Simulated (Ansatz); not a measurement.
**From the elastic tensor of BP at 48.4 GPa (stress–strain coefficients) to moduli and sound speeds**

Level of theory: Ansatz, DFT LDA, scalar-relativistic, plane waves, PAW. Settings: 420 eV plane-wave cutoff, Γ-centred 12×12×12 mesh, fixed occupations. No spin polarisation.

It takes space group F-43m (No. 216, cubic). Conventional cell: a = 4.211 Å, b = 4.211 Å, c = 4.211 Å, α = 90.00°, β = 90.00°, γ = 90.00°. Around B (site symmetry -43m) lie 4 P at 1.82 Å. Around P (site symmetry -43m) lie 4 B at 1.82 Å.

The cell is the ideal cubic zincblende prototype. The bands were filled as in an insulator; under compression the gap may have closed between mesh points.

Relaxed-ion constants (GPa, on the Cartesian axes of the calculation):
```
543.5 236.5 236.5   0.0   0.0   0.0
236.5 543.5 236.5   0.0   0.0   0.0
236.5 236.5 543.5   0.0   0.0   0.0
  0.0   0.0   0.0 256.1   0.0   0.0
  0.0   0.0   0.0   0.0 256.1   0.0
  0.0   0.0   0.0   0.0   0.0 256.1
```

Density 3.717 g/cm³; 2 atoms in 18.67 Å³.

The values that follow are for a polycrystal of randomly turned grains, by Hill's mean where one number stands.

With S = C⁻¹: B_V = (C11+C22+C33+2(C12+C13+C23))/9, G_V = (C11+C22+C33−C12−C13−C23+3(C44+C55+C66))/15, 1/B_R = S11+S22+S33+2(S12+S13+S23), 15/G_R = 4(S11+S22+S33−S12−S13−S23)+3(S44+S55+S66); Hill is their mean. Then v_l = √((B+4G/3)/ρ), v_t = √(G/ρ), v_m = [(2/v_t³+1/v_l³)/3]^(−1/3) and Θ = (ħ/k_B)·v_m·(6π²n/V)^(1/3) for n atoms in the volume V; E = 9BG/(3B+G), ν = (3B−2G)/(2(3B+G)) and A^U = 5G_V/G_R + B_V/B_R − 6.

```
Bulk modulus, Voigt / Reuss / Hill          : 338.8 / 338.8 / 338.8 GPa
Shear modulus, Voigt / Reuss / Hill         : 215.0 / 202.1 / 208.6 GPa
Young's modulus                             : 519 GPa
Poisson ratio                               : 0.245
Pugh ratio B/G                              : 1.62
Universal anisotropy index                  : 0.32
Longitudinal and transverse sound speeds    : 12883 and 7491 m/s
Debye temperature from the mean sound speed : 1175 K
```

Cost: 1 run of about 2 core-minutes, on Intel Xeon Processor @ 2.50GHz (Skylake/Cascade Lake) (shared hosts).

The compressed BP crystal remains stiff in both compression and shear, as expected of a tetrahedral network of short, strongly covalent B–P bonds. The directional character shows in C12 lying below C44: with purely central forces, C12 would exceed C44 by at least twice the pressure, since the sublattice relaxation included in these stress–strain coefficients can only lower C44. Resistance to bond bending therefore still matters at this density.

The anisotropy has the same origin. Tetragonal shear, governed by C11 − C12, changes bond angles but not bond lengths to first order, whereas the shear measured by C44 also stretches bonds, even after the sublattices relax. The latter is accordingly the stiffer, and Young's modulus is largest along the ⟨111⟩ bond directions. The high sound speeds and Debye temperature reflect this stiffness combined with light atoms, boron especially.

The cubic constants satisfy the conditions for stability against small homogeneous strains at this pressure, but this excludes neither a phonon instability at finite wavevector nor a competing phase of lower enthalpy.
